## Question

The table gives the density of states of ferromagnetic NiPt, computed with the r2SCAN functional. It counts how many electron levels the crystal offers per eV of energy, and the d columns show how much of this belongs to the d orbitals of each metal. Energies are counted from the Fermi level, so levels at positive energy are empty.

Density of states of NiPt (R-3m, 2 atoms per cell, hexagonal a = 2.703 Å, c = 12.698 Å) from Ansatz 0.2.0 with r2SCAN, collinear spin, scalar-relativistic PAW, a 500 eV cutoff, an 18×18×18 k mesh and 0.1 eV Gaussian smearing. Energies are relative to the Fermi level; the states use tetrahedra on a 27×27×27 k mesh, 0.2 eV bin averages and Löwdin projections for the orbitals.

| energy (eV) | density of states total (states/eV/cell) | DOS Ni 3d down (states/eV/cell) | DOS Pt 5d down (states/eV/cell) | DOS Ni 3d up (states/eV/cell) | DOS Pt 5d up (states/eV/cell) | DOS Pt 6s down (states/eV/cell) |
| --- | --- | --- | --- | --- | --- | --- |
| -7.95 | 0.260 | 0 | 0.02 | 0 | 0.01 | 0.0800 |
| -7.55 | 0.330 | 0.01 | 0.03 | 0 | 0.03 | 0.0900 |
| -7.15 | 1.170 | 0.03 | 0.4 | 0.03 | 0.31 | 0.1500 |
| -6.75 | 0.940 | 0.03 | 0.29 | 0.02 | 0.3 | 0.0900 |
| -6.35 | 1.760 | 0.11 | 0.62 | 0.07 | 0.52 | 0.0500 |
| -5.95 | 2.310 | 0.12 | 0.91 | 0.09 | 0.8 | 0.0400 |
| -5.55 | 2.030 | 0.19 | 0.79 | 0.07 | 0.8 | 0.0300 |
| -5.15 | 1.950 | 0.48 | 0.8 | 0.05 | 0.44 | 0.0900 |
| -4.75 | 2.220 | 0.34 | 0.88 | 0.15 | 0.6 | 0.0600 |
| -4.35 | 2.610 | 0.31 | 0.82 | 0.27 | 0.96 | 0.0500 |
| -3.95 | 2.670 | 0.63 | 0.69 | 0.19 | 0.94 | 0.0400 |
| -3.55 | 3.390 | 1.49 | 0.78 | 0.21 | 0.68 | 0.0400 |
| -3.15 | 2.590 | 1.07 | 0.48 | 0.23 | 0.62 | 0.0300 |
| -2.75 | 3.690 | 1.82 | 0.46 | 0.52 | 0.68 | 0.0200 |
| -2.35 | 3.410 | 1.29 | 0.54 | 0.89 | 0.49 | 0.0300 |
| -1.95 | 4.020 | 1.61 | 0.63 | 1.19 | 0.42 | 0.0200 |
| -1.55 | 4.180 | 1.42 | 0.63 | 1.5 | 0.42 | 0.0200 |
| -1.15 | 4.930 | 1.41 | 1.07 | 1.83 | 0.41 | 0.0300 |
| -0.75 | 2.380 | 0.24 | 0.44 | 1.15 | 0.4 | 0.0300 |
| -0.35 | 1.420 | 0.06 | 0.24 | 0.62 | 0.36 | 0.0200 |
| 0.05 | 1.260 | 0.04 | 0.23 | 0.58 | 0.26 | 0.0200 |
| 0.45 | 1.850 | 0.04 | 0.14 | 1.07 | 0.4 | 0.0300 |
| 0.85 | 1.140 | 0.03 | 0.11 | 0.49 | 0.27 | 0.0300 |
| 1.25 | 0.660 | 0.03 | 0.09 | 0.12 | 0.12 | 0.0400 |
| 1.65 | 0.610 | 0.02 | 0.07 | 0.09 | 0.09 | 0.0400 |
| 2.05 | 0.570 | 0.02 | 0.06 | 0.07 | 0.07 | 0.0400 |
| 2.45 | 0.530 | 0.02 | 0.04 | 0.06 | 0.06 | 0.0400 |
| 2.85 | 0.500 | 0.01 | 0.03 | 0.04 | 0.04 | 0.0400 |
| 3.25 | 0.480 | 0.01 | 0.03 | 0.04 | 0.03 | 0.0400 |
| 3.65 | 0.500 | 0.01 | 0.03 | 0.03 | 0.03 | 0.0600 |
| 4.05 | 0.430 | 0.01 | 0.02 | 0.02 | 0.02 | 0.0400 |
| 4.45 | 0.380 | 0.01 | 0.01 | 0.02 | 0.02 | 0.0300 |
| 4.85 | ? | ? | ? | ? | ? | ? |
| 5.25 | ? | ? | ? | ? | ? | ? |
| 5.65 | ? | ? | ? | ? | ? | ? |

Above about 1.5 eV the d peaks have ended, yet the total keeps sinking, apart from a small bump at 3.65 eV. Which part of the density of states is sinking? Predict the total at 4.85, 5.25 and 5.65 eV, each with an error bar.

## Model answer

**Where the tail begins.** In this calculation "down" is the majority spin, and its Ni 3d levels are nearly all filled. The Ni 3d "up" levels are partly empty and form the peak at 0.45 eV. r2SCAN tends to exaggerate the exchange splitting in such metals, so this peak may lie somewhat too high. The magnetic state of the run may also not be the lowest one, and another state would have its peak elsewhere. Beyond it the d bands end and broad bands of s and p character carry on.

**What sinks.** Add the four d columns and subtract the sum from the total. The remainder holds the s and p character and whatever the projection omits. From 1.65 to 3.25 eV the d part drops by 0.16 states/eV/cell, while the remainder grows by 0.03. From 3.65 to 4.45 eV the remainder drops by 0.08 and the d part by only 0.04. Part of that drop is just the end of the bump: counted from 3.25 eV, each part loses 0.05. The decline therefore has two stages, first a loss of d character alone and then a thinning of the remainder as well.

**Why a d tail exists at all.** If s-p waves and d orbitals did not mix, the d columns would fall to zero where the d bands end. In the crystal they do mix, and an s-p level above the d bands takes on some d character unless symmetry forbids it. For the same coupling, the further the level lies from the d bands, the less it takes on.

A model with one s-p wave and one d orbital puts this into a formula. Let the two be coupled with strength $V$, let the d orbital have the energy $E_d$, and let the mixed level lie at $E$. The Schrödinger equation then fixes the ratio of the d amplitude to the s-p amplitude as $V/(E-E_d)$. The d part is therefore $V^2/(E-E_d)^2$ times the s-p part. In this model that holds even for strong mixing, which matters here: at 1.65 eV the d part still makes up 0.27 of the total of 0.61 states/eV/cell. If the coupling and the s-p part change little with energy, the summed d part follows

$$D(E)=\frac{A}{(E-s)^2},$$

where $A$ combines the coupling with the s-p part, and $s$ is an effective d energy. Doubling the distance from $s$ leaves a quarter of the d part.

The two constants were fitted to the eight known rows above 1.5 eV, as the output after this text shows. The curve follows the d part there to within 0.015 states/eV/cell, while the d part itself falls from 0.27 to 0.06. The constants can partly make up for each other, so $s$ should not be read as a measured level. Nor does a good fit prove that mixing causes the tail; that rests on the argument above. The formula fails inside the d bands, where levels that are mostly d lie close by and one effective energy cannot stand for them all: at 0.45 eV it gives about half of the computed d part.

**The remainder.** Free electrons would offer more levels per eV as the energy rises, but the last known rows do the opposite. In a crystal, the edges and saddle points of bands make the density of states rise and fall. Such a feature may lie behind the bump at 3.65 eV, where Pt 6s down rises too, though this is a guess from a single row, in a table that leaves out every other bin. Since these features can act over more than one row, the forecast carries on the last known remainder, 0.32, rather than the higher average of the tail. This is a choice, and the error bar has to cover it.

**One estimate in full.** The row at 4.85 eV took no part in the fit. With $A=2.045$ (in states·eV/cell) and $s=-1.06$ eV, the distance is $4.85+1.06=5.91$ eV. The d part is then $2.045/5.91^2\approx0.06$, and the total is $0.06+0.32=0.38$ states/eV/cell.

**Forecast.** The fall nearly stops. The total should be about 0.38, 0.37 and 0.37 states/eV/cell at the three energies, each ±0.10. The d part should sink from about 0.06 to 0.05, ±0.02. The wide bar on the total reflects the remainder, which varied by 0.08 along the known tail; the rest allows for errors in the d tail and for new band edges.

A straight line through the totals of the same eight rows makes a different claim. It lets the fall go on, to about 0.31 at 5.65 eV.

## The computed values

The withheld rows as computed:

| energy (eV) | density of states total (states/eV/cell) | DOS Ni 3d down (states/eV/cell) | DOS Pt 5d down (states/eV/cell) | DOS Ni 3d up (states/eV/cell) | DOS Pt 5d up (states/eV/cell) | DOS Pt 6s down (states/eV/cell) |
| --- | --- | --- | --- | --- | --- | --- |
| 4.85 | 0.400 | 0.01 | 0.01 | 0.02 | 0.01 | 0.0400 |
| 5.25 | 0.340 | 0 | 0.01 | 0.01 | 0.01 | 0.0300 |
| 5.65 | 0.480 | 0.01 | 0.03 | 0.01 | 0.01 | 0.1000 |

The first two totals, 0.40 and 0.34, lie well inside their bars. The third, 0.48, lies above its bar: the forecast is too low by 0.11 states/eV/cell, almost a quarter of the computed value. Instead of levelling off, the density of states has turned upwards.

The straight line does better at 5.25 eV, where it meets the computed value. At 5.65 eV it does worse, and falls short by 0.17. Neither forecast foresaw the rise.

## Remarks on the reasoning

The same subtraction as before shows where the third forecast went wrong. The remainder is $0.34-0.03=0.31$ at 5.25 eV and $0.48-0.06=0.42$ at 5.65 eV. It thus supplies 0.11 of the total's rise of 0.14. The assumption that failed is the steady remainder, and the d tail plays only a small part in the miss.

A likely reason is that a further band begins between these two energies and adds levels of its own. This remains a guess, because a flat stretch of a band already present would look much the same in the density of states.

The d part came out at 0.05, 0.03 and 0.06. The middle value lies at the very edge of its bar, just outside it if the forecast is not rounded, and the values do not sink steadily as forecast. Each is a sum of four entries rounded to 0.01, so the dip may be partly rounding. The rise at the end is more than that: Pt 5d down goes from 0.01 to 0.03, while Pt 6s down goes from 0.03 to 0.10. This would fit a new band with some Pt character. Together the three down columns gain 0.10 of the total's 0.14, while the two up columns do not rise at all. The table has no column for Pt 6s up, but only 0.04 of the net rise is left for everything it does not show. The new levels thus seem to belong mostly to the majority spin.

The answer earns credit for splitting the total before extending it. The d tail follows a simple curve while the s-p part stays steady, because the d bands lie ever further below. In the model the d part is proportional to the s-p part, so new s-p levels can bring some d character with them, as the last row suggests. By 4.45 eV, however, the d part makes up only about 16 % of the total, and the larger part depends on where bands begin and end. A smooth tail gives no warning of the next band, so anyone extending such a curve needs the band structure, or an error bar wide enough for a new band to enter.

The analysis program printed:

```
fit of dsum on 8 rows (energy > 1.5): coefficient of 1/((energy - s)**2 + 0.01) 2.045 +/- 0.05, s -1.062; rms 0.00944, worst 2.45 -0.0144, leave-one-out rms 0.0167
  rows outside the fit (model, value, miss): -7.95 0.0431, 0.03, 0.0131; -7.55 0.04858, 0.07, -0.0214; -7.15 0.05517, 0.77, -0.715; -6.75 0.0632, 0.64, -0.577; -6.35 0.07313, 1.32, -1.25; -5.95 0.08558, 1.92, -1.83; -5.55 0.1015, 1.85, -1.75; -5.15 0.1223, 1.77, -1.65; -4.75 0.1503, 1.97, -1.82; -4.35 0.1891, 2.36, -2.17; -3.95 0.245, 2.45, -2.21; -3.55 0.33, 3.16, -2.83; -3.15 0.4682, 2.4, -1.93; -2.75 0.7157, 3.48, -2.76; -2.35 1.226, 3.21, -1.98; -1.95 2.564, 3.85, -1.29; -1.55 8.258, 3.97, 4.29; -1.15 115.8, 4.72, 111; -0.75 19, 2.23, 16.8; -0.35 3.951, 1.28, 2.67; 0.05 1.639, 1.11, 0.529; 0.45 0.8901, 1.65, -0.76; 0.85 0.5576, 0.9, -0.342; 1.25 0.3817, 0.36, 0.0217; 4.85 0.05849, 0.05, 0.00849; 5.25 0.05131, 0.03, 0.0213; 5.65 0.04538, 0.06, -0.0146
change of d part from 1.65 to 3.25 eV, states/eV/cell: -0.16
change of remainder from 1.65 to 3.25 eV, states/eV/cell: 0.03
change of d part from 3.65 to 4.45 eV, states/eV/cell: -0.04
change of remainder from 3.65 to 4.45 eV, states/eV/cell: -0.08
remainder at 4.45 eV, states/eV/cell: 0.32
mean remainder from 1.65 to 4.45 eV, states/eV/cell: 0.3588
spread of remainder from 1.65 to 4.45 eV, states/eV/cell: 0.08
d share of total at 4.45 eV, percent: 15.79
forecast of total at withheld rows, states/eV/cell: 0.3785, 0.3713, 0.3654
computed total at withheld rows, states/eV/cell: 0.4, 0.34, 0.48
forecast less computed total, states/eV/cell: -0.02151, 0.03131, -0.1146
straight-line forecast of total at withheld rows, states/eV/cell: 0.3704, 0.3415, 0.3127
```
